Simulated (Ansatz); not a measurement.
**Ligand exchange: KBr + C2H6OSn → KOH + C2H5BrSn**

Species: KBr, singlet; C2H6OSn `C[CH2][Sn][OH]`, singlet; KOH `[OH][K]`, singlet; C2H5BrSn `C[CH2][Sn][Br]`, singlet. The partners trade Br for OH: K–Br and Sn–OH bonds give way to K–OH and Sn–Br.

Shapes, held fixed at every level: PBE0-D4/def2-TZVP. Flexible molecules stand in one conformer, not always the lowest. Programs: Ansatz 0.2.0. The zero-point and thermal change to 298 K, harmonic and unscaled (PBE0-D4/def2-TZVP), is -1.6 kJ/mol.

(1) Estimate ΔH(298 K) of this reaction.

Answers

(1) The highest level, CCSD(T)/def2-TZVPP, gives ΔH(298 K) = +96.8 kJ/mol; the levels span +80.9 to +97.5. The column of differences is taken from that level and isn't an error. No measured value is set beside it here. For atoms past krypton def2 sets carry core potentials with scalar relativity. Relativity is left out for Br. Outer-core shells of Br, K, Sn are correlated in most correlated rows, in sets that cover them unevenly. Times are processor times on shared x86 and Arm servers, and rough.

```json
{"level": "PBE-D4/def2-TZVPP", "kind": "GGA", "ΔH(298 K) (kJ/mol)": "+80.9", "less CCSD(T)/def2-TZVPP": "-15.9", "CPU time (sum over the molecules)": "38 s"}
{"level": "B3LYP-D4/def2-TZVPP", "kind": "global hybrid", "ΔH(298 K) (kJ/mol)": "+84.1", "less CCSD(T)/def2-TZVPP": "-12.7", "CPU time (sum over the molecules)": "69 s"}
{"level": "BHLYP-D4/def2-TZVPP", "kind": "global hybrid", "ΔH(298 K) (kJ/mol)": "+91.8", "less CCSD(T)/def2-TZVPP": "-5.0", "CPU time (sum over the molecules)": "48 s"}
{"level": "r2SCAN0-D4/def2-TZVPP", "kind": "global hybrid", "ΔH(298 K) (kJ/mol)": "+94.4", "less CCSD(T)/def2-TZVPP": "-2.4", "CPU time (sum over the molecules)": "72 s"}
{"level": "wB97M-V/def2-TZVPP", "kind": "range-separated hybrid", "ΔH(298 K) (kJ/mol)": "+92.4", "less CCSD(T)/def2-TZVPP": "-4.4", "CPU time (sum over the molecules)": "3 min"}
{"level": "CCSD/def2-TZVPP", "kind": "coupled cluster or CI", "ΔH(298 K) (kJ/mol)": "+97.5", "less CCSD(T)/def2-TZVPP": "+0.7", "CPU time (sum over the molecules)": "–"}
{"level": "CCSD(T)/def2-TZVPP", "kind": "coupled cluster or CI", "ΔH(298 K) (kJ/mol)": "+96.8", "less CCSD(T)/def2-TZVPP": "0.0", "CPU time (sum over the molecules)": "26 min"}
```

Moving hydroxide from tin to potassium in exchange for bromide is strongly endothermic at every level, so the preferred pairing is K–Br with Sn–OH. Hydroxide is a much stronger base than bromide, and the divalent tin centre is a stronger Lewis acid than K⁺. Tin therefore gains more from holding hydroxide, through a short, polar Sn–O bond probably aided by donation from an oxygen lone pair into the formally empty Sn 5p orbital. Potassium binds either anion almost purely electrostatically and has no comparable covalent contribution to offer.

The triples correction shifts the coupled-cluster value by only -0.7 kJ/mol, which suggests that correlation beyond doubles largely cancels in the exchange. All the density functionals fall below CCSD(T), PBE furthest, perhaps because they balance the ionic and polar covalent bonds differently. Exact exchange alone doesn't order them, since r2SCAN0 lies above BHLYP despite containing less of it. The preference applies to isolated molecules and can't be carried over to solution or the solid, where solvation or lattice energies of the potassium salts would enter.
